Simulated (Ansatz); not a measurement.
# Ce: energy change per atom and pressure as volume scale varies

All results are calculated (Ansatz 0.2.0). Plane-wave DFT, scalar-relativistic PAW made under PBE with cores redone for the functional, no dispersion; the given relaxed cell is scaled uniformly, energy at zero smearing counts from the unscaled cell, pressure at the given Fermi-Dirac smearing is positive in compression.

The cell before it is scaled or strained (space group I4/mmm, No. 139):
```
cell vectors (Å)
   3.3516     0.0000     0.0000
   0.0000     3.3516     0.0000
   0.0000     0.0000     4.7137
atoms (fractions of the cell vectors)
Ce  1.00000  0.00000  0.00000
Ce  0.50000  0.50000  0.50000
```

Settings of every row: spin polarised yes; functional PBE; wave cutoff 420 eV; smearing width 0.05 eV; k mesh 12x12x9.

Atom:
| element | starting moment (Bohr magneton) |
| --- | --- |
| Ce | 1 |
| Ce | -1 |

Limits: a known weakness of the program can leave such a cell on a higher state; open f shell: the state may not be the lowest.

| row | volume scale | V (Å³/atom) | energy change per atom (meV) | pressure (GPa) |
| --- | --- | --- | --- | --- |
| 1 | 0.88 | 23.298 | 56.05 | 6.55 |
| 2 | 0.92 | 24.357 | 22.37 | 3.87 |
| 3 | 0.96 | 25.416 | ? | ? |
| 4 | 1.04 | 27.534 | 5.85 | -1.41 |
| 5 | 1.08 | 28.593 | 20.16 | -2.54 |
| 6 | 1.12 | 29.652 | 41.29 | -3.47 |

Largest site moment is 0 Bohr magneton in every row.

Question: what energy change per atom and pressure should row 3 give?

Worked fit of energy change per atom. Take u = (V_r/V)^(2/3) − 1 with V_r = 27.534 Å³ an atom, which is twice the finite (Eulerian) strain; such expansions in the strain, on which the Birch-Murnaghan equation of state is built, carry the rest volume and the bulk modulus. The shown rows have u = 0.11781, 0.08517, 0, -0.02485, -0.0482. Least squares give energy change per atom = 5.774 − 400.742 × u + 7016.62 × u² meV; a straight line predicts inner rows, each left out in turn, worse (root mean square 20 against 0.24 meV). The rows lie off it by 0.10, -0.17, 0.08, 0.09, -0.10 (root mean square 0.11 meV). The withheld row has u = 0.05481, so the fit gives 5.774 − 400.742 × (0.05481) + 7016.62 × (0.05481)² = 4.89 meV.

The calculation gave 4.68 meV. The fit lies 0.21 meV (4.5 % of the value, 0.41 % of the column's range) above it; its largest miss of a shown row is 0.17 meV.

Worked fit of pressure. Take u = (V_r/V)^(2/3) − 1 with V_r = 27.534 Å³ an atom, which is twice the finite (Eulerian) strain; such expansions in the strain, on which the Birch-Murnaghan equation of state is built, carry the rest volume and the bulk modulus. The shown rows have u = 0.11781, 0.08517, 0, -0.02485, -0.0482. Least squares give pressure = −1.423 + 49.46 × u + 153.31 × u² GPa; a straight line predicts inner rows, each left out in turn, worse (root mean square 0.44 against 0.043 GPa). The rows lie off it by 0.02, -0.03, 0.01, 0.02, -0.02. The withheld row has u = 0.05481, so the fit gives −1.423 + 49.46 × (0.05481) + 153.31 × (0.05481)² = 1.75 GPa.

The calculation gave 1.73 GPa. The fit lies 0.02 GPa (0.2 % of the column's range) above it; its largest miss of a shown row is 0.03 GPa.
